**Question: My projected atomic orbitals have no linear dependencies. Which assumption did I break?**

I build PAOs for a local correlation code as the columns of $P = 1 - DS$ with $D = CC^T$, where $C$ holds the occupied orbitals. The PAO overlap should have rank $N_{\rm AO}-n_{\rm occ}$. I tried linear H$_4$ with one s function per atom and took the two normalised H–H bond orbitals as occupied orbitals. I expected two zero eigenvalues and found none. What went wrong, and how much does it matter?

**Answer**

Your bond orbitals are normalised but not orthogonal to each other. The PAOs then overlap the occupied space at first order in the inter-orbital overlap $\delta$, and the zero eigenvalues rise at order $\delta^2$.

**Where orthonormality enters**

Conventions: real AOs, $N$ of them, with positive definite overlap $S$. $C$ is $N\times n$ with independent columns, and $D=CC^T$ carries no factor 2 for double occupancy. Define the occupied metric $M=C^TSC=1+\Delta$. Without assuming anything about $\Delta$, direct multiplication gives

$$P^2-P=C\,\Delta\,C^TS,\qquad C^TSP=-\Delta\,C^TS,\qquad PC=-C\Delta,$$

$$A\equiv P^TSP=S-2SDS+SDSDS=S-SC\,(1-\Delta)\,C^TS .$$

Orthonormality means $\Delta=0$, and it enters only through the contraction $DSD=CMC^T\to D$. Then $P$ is idempotent, $C^TSP=0$ and $A=S-SDS$. The rank of an idempotent matrix is its trace, $N-\operatorname{tr}M=N-n$, and positive definite $S$ makes $\operatorname{rank}A=\operatorname{rank}P$. The Fock matrix never appears, so the orbitals need not be self-consistent.

**The correction**

For any $M$ the true projector onto the complement of the occupied space is $P_0=1-CM^{-1}C^TS$, with overlap $A_0=S-SCM^{-1}C^TS$ of rank $N-n$. Since $1-M^{-1}=\Delta M^{-1}$,

$$P=P_0-C\,\Delta M^{-1}C^TS .$$

The first term is purely virtual and the second purely occupied, so their cross terms vanish in the metric $S$:

$$A=A_0+B,\qquad B=SC\,\Delta^2M^{-1}C^TS .$$

The contamination of the functions is linear in $\Delta$, but the overlap has no linear term relative to $A_0$. Three consequences follow.

1. *Rank.* $Px=0$ forces $x=Cy$ with $y=C^TSx$, and then $\Delta y=0$. So $\operatorname{rank}A=N-\dim\ker\Delta$, which is full rank for invertible $\Delta$.
2. *Spectrum relative to $S$.* If $C^TSx=0$, then $Ax=Sx$. If $\Delta y=\delta_k y$, then $ACy=[1-(1-\delta_k)(1+\delta_k)]SCy=\delta_k^2\,SCy$. The problem $Ax=\mu Sx$ has $N-n$ eigenvalues 1 and $n$ eigenvalues exactly $\delta_k^2$.
3. *Spectrum of $A$ itself*, the one a code inspects. The null space of $A_0$ is spanned by the columns of $C$, and $C^TBC=\Delta^2M$. First-order degenerate perturbation theory in $B$ gives the lifted eigenvalues from

$$\Delta^2(1+\Delta)\,y=\lambda\,C^TC\,y ,$$

with a remainder of order $\delta^4$ divided by the gap to the genuine eigenvalues.

**The H$_4$ model**

Put the atoms at $0,\ r,\ r+d,\ 2r+d$. As inputs take Slater 1s functions with the typical molecular exponent $\zeta=1.24$ bohr$^{-1}$ and $r=1.4$ bohr, approximately the H$_2$ bond length. Two such functions a distance $L$ apart overlap by $e^{-\rho}(1+\rho+\rho^2/3)$ with $\rho=\zeta L$, so $s\equiv S_{12}=S_{34}=0.65918$. The orbitals are $a=(\chi_1+\chi_2)/\sqrt{2(1+s)}$ and $b=(\chi_3+\chi_4)/\sqrt{2(1+s)}$, and

$$\delta=\langle a|b\rangle=\frac{S_{14}+2S_{13}+S_{23}}{2(1+s)} .$$

$\Delta$ has $\delta$ off the diagonal and eigenvalues $\pm\delta$ for the even (g) and odd (u) combinations, while $C^TC=1/(1+s)$ times the unit matrix. The estimate is therefore

$$\lambda_{g,u}\approx(1+s)\,\delta^2\,(1\pm\delta).$$

Inversion symmetry also gives the exact answer. Use the orthonormal coefficient vectors $\tfrac12(1,1,1,1)$, $\tfrac12(1,-1,-1,1)$ for g and $\tfrac12(1,1,-1,-1)$, $\tfrac12(1,-1,1,-1)$ for u. In each block the first vector is the occupied direction, and $S$ has elements $p$, $t$ on the diagonal and $q$ off it, with upper signs for g:

$$p=(1+s)(1\pm\delta),\qquad q=\pm\tfrac12(S_{14}-S_{23}),\qquad t=1-s\pm\left[\tfrac12(S_{14}+S_{23})-S_{13}\right].$$

$A_0$ keeps only the lower diagonal element $\kappa=t-q^2/p$, and $B$ is $\delta^2/p$ times the outer product of $(p,q)$ with itself:

$$A=\begin{pmatrix}\delta^2p&\delta^2q\\ \delta^2q&\kappa+\delta^2q^2/p\end{pmatrix}.$$

The upper diagonal element is the estimate, and the off-diagonal coupling lowers it by about $\delta^4q^2/(\kappa-\delta^2p)$.

**Numbers at $d=3$ bohr**

All values are the model's and are evaluated from unrounded intermediates. The overlaps are $S_{23}=0.22617$, $S_{13}=0.06995$, $S_{14}=0.01914$, so $\delta=0.11608$ and $\delta^2=0.013475$. Then $p_g=1.8518$, $p_u=1.4666$, $|q|=0.1035$, $\kappa_g=0.3877$, $\kappa_u=0.2808$.

The correct projector gives eigenvalues $0,\ 0,\ 0.2808,\ 0.3877$. The naive one gives $0.019755,\ 0.024948,\ 0.2809,\ 0.3878$. The genuine eigenvalues barely move and the two zeros are gone. The estimate yields $0.019763$ (u) and $0.024953$ (g), high by $7\times10^{-6}$ and $5\times10^{-6}$, which is the $\delta^4$ coupling. The strictly leading term $(1+s)\delta^2=0.022358$ misses the g–u splitting. The cubic term that supplies it is a fraction $\delta$, about 12 %, of the leading one and should be kept at this distance.

What are the extra functions? The occupied weight of a combination $v$ of PAOs is $v^TBv/v^TAv$. For the two low eigenvectors it is 99.96 % (u) and 99.98 % (g). A code that keeps every eigenvector above a threshold and scales it by $\lambda^{-1/2}$ turns these into normalised "virtual" orbitals that are the occupied orbitals again. Pair amplitudes then excite electrons into filled orbitals, and energy denominators built on those functions do not contain the occupied–virtual gap.

The same thing shows up inside a domain. With $P_0$, the PAOs on atoms 1 and 2 sum to zero, because $P_0$ annihilates $a$, and the domain $\{1,2\}$ holds one function. With $P$, the relation $PC=-C\Delta$ says that $a$ is mapped to $-\delta\,b$. The combination (PAO$_1$+PAO$_2$)$/\sqrt2$ has squared norm $(1+s)\delta^2$ and is exactly the neighbouring occupied orbital.

A single PAO has components $\pm\tfrac12$ on all four block vectors. The terms linear in $q$ cancel because $q_u=-q_g$, so all four PAOs have the same occupied weight

$$w=\frac{\delta^2\Sigma}{\delta^2\Sigma+\kappa_g+\kappa_u},\qquad \Sigma=\sum_{g,u}\left(p+\frac{q^2}{p}\right),$$

which tends to $\delta^2(1+s)/(1-s)=4.87\,\delta^2$ for large $d$. The prefactor is large because projection leaves little of a minimal-basis AO. At $d=3$ bohr, $w=0.063$.

**Distance dependence**

The exact columns list the lower eigenvalue of each symmetry block.

| $d$ (bohr) | $\delta$ | $\lambda_u$ estimate | $\lambda_u$ exact | $\lambda_g$ estimate | $\lambda_g$ exact | $w$ |
|---|---|---|---|---|---|---|
| 1.4 | 0.3827 | 0.1500 | 0.1143 | 0.3360 | 0.3181 | 0.47 |
| 3 | 0.11608 | 0.019763 | 0.019755 | 0.024953 | 0.024948 | 0.063 |
| 5 | 0.01949 | $6.18\times10^{-4}$ | $6.18\times10^{-4}$ | $6.42\times10^{-4}$ | $6.42\times10^{-4}$ | $1.8\times10^{-3}$ |
| 8 | $9.85\times10^{-4}$ | $1.61\times10^{-6}$ | $1.61\times10^{-6}$ | $1.61\times10^{-6}$ | $1.61\times10^{-6}$ | $4.7\times10^{-6}$ |

For the equidistant chain the expansion has failed, since $\delta^2p$ is comparable with $\kappa$. The full spectrum is $0.1143,\ 0.1998,\ 0.3181,\ 0.4355$. The two lowest eigenvalues are both odd, so discarding them would remove the whole u block, including its genuine virtual orbital.

Redundancy thresholds are typically around $\tau=10^{-6}$. The lifted eigenvalues pass unnoticed below it only if $(1+s)\delta^2<\tau$, that is $\delta<7.8\times10^{-4}$, which this model reaches at $d\approx8.2$ bohr. The square root is the useful rule: a threshold $\tau$ tolerates non-orthogonality of order $\sqrt\tau$ and no more. Orbitals from an SCF diagonalisation are orthonormal to rounding error at every iteration and are safe. Fragment orbitals, strictly localised orbitals and localised orbitals whose tails were cut away are the cases to watch.

**The repair**

Use $D=CM^{-1}C^T$, which is what Löwdin-orthogonalised orbitals $CM^{-1/2}$ give. It costs one $n\times n$ inversion and restores $P=P_0$ with exactly $n$ dependencies. Do not truncate the inverse. With $M^{-1}\approx1-\Delta$ one gets $PC=C[1-(1-\Delta)(1+\Delta)]=C\Delta^2$, so the lifted eigenvalues fall only to about $(1+s)\delta^4$, which is $3.0\times10^{-4}$ at $d=3$ bohr and still far above $\tau$.

The repair fixes the rank and the orthogonality only. Bond orbitals do not span the Hartree–Fock occupied space of the chain, so the occupied–virtual Fock block need not vanish, and a correlation treatment built on them has to carry single excitations.